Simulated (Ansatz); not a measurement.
**How methods differ on BNH2O (SMILES BN=O)**

BNH2O: 5 atoms, total charge 0, spin state singlet. As SMILES, `BN=O`. The shape is that of a GFN2-xTB optimisation.

```xyz
5

B    -0.3033    0.3847   -0.2065
N     0.4352   -0.5521    0.2969
O     1.1137   -1.4154    0.7602
H    -1.1589    0.0919   -0.9415
H    -0.0867    1.4908    0.0908
```

Quantity: the energy change with the B1–N2 bond stretched from 1.295 to 3.237 Å, in eV. The values are calculated.

```json
{"level": "HF/STO-3G (restricted)", "kind": "Hartree–Fock", "program": "Ansatz", "value (eV)": "8.56", "less FCI/STO-3G": "+5.41", "CPU time (all runs)": "0.25 s"}
{"level": "r2SCAN/STO-3G (restricted)", "kind": "meta-GGA", "program": "Ansatz", "value (eV)": "5.91", "less FCI/STO-3G": "+2.76", "CPU time (all runs)": "41 s"}
{"level": "B3LYP/STO-3G (restricted)", "kind": "global hybrid", "program": "Ansatz", "value (eV)": "6.10", "less FCI/STO-3G": "+2.95", "CPU time (all runs)": "18 s"}
{"level": "HSE06/STO-3G (restricted)", "kind": "range-separated hybrid", "program": "Ansatz", "value (eV)": "6.50", "less FCI/STO-3G": "+3.35", "CPU time (all runs)": "13 s"}
{"level": "B2PLYP/STO-3G (restricted)", "kind": "double hybrid", "program": "Ansatz", "value (eV)": "4.93", "less FCI/STO-3G": "+1.78", "CPU time (all runs)": "16 s"}
{"level": "CCSD(T)/STO-3G (restricted)", "kind": "coupled cluster or CI", "program": "Ansatz", "value (eV)": "2.44", "less FCI/STO-3G": "-0.71", "CPU time (all runs)": "0.5 s"}
{"level": "CCSDT/STO-3G (restricted)", "kind": "coupled cluster or CI", "program": "Ansatz", "value (eV)": "3.20", "less FCI/STO-3G": "+0.05", "CPU time (all runs)": "1.3 s"}
{"level": "FCI/STO-3G", "kind": "exact in the basis", "program": "Ansatz", "value (eV)": "3.15", "less FCI/STO-3G": "0.00", "CPU time (all runs)": "3.5 min"}
```

FCI/STO-3G is exact within its basis and frozen core, so for wave-function methods in that basis the difference is their error; functionals converge differently with the basis, so for them it is only a difference. A spin-restricted reference rises too steeply as a bond breaks; here HF/STO-3G, r2SCAN/STO-3G, B3LYP/STO-3G, HSE06/STO-3G, B2PLYP/STO-3G lie well above the multireference or unrestricted value. The first shape isn't each level's own minimum. The values span 2.44 to 8.56 eV. All rows use very small basis sets, so none should be taken for the real molecule's value. Times are those of the runs behind each value, whatever else they computed, on shared processors of several kinds: orders of magnitude only.

The spread mainly reflects how each method handles static correlation as the B–N bond opens. The molecule is isoelectronic with diazomethane, and its near-linear B–N–O unit and short B–N distance suggest π bonding on top of the σ bond. Stretching leads towards BH2 and NO, both radicals, whose singlet coupling needs more than one determinant; a single closed-shell determinant retains too much ionic character.

Among the coupled-cluster rows, CCSD(T) overcorrects, ending 0.71 eV below FCI, probably because perturbative triples grow too large as the frontier orbitals approach degeneracy. Iterating the triples in CCSDT leaves only +0.05 eV. From r2SCAN through B3LYP and HSE06 to HF, the rise steepens broadly with exact exchange. B2PLYP breaks this order, probably because its perturbative correlation lowers the stretched structure more; its smaller value is therefore no sign of a sound description of bond breaking. Close agreement for one energy difference does not establish that CCSDT is equally accurate along the whole curve.
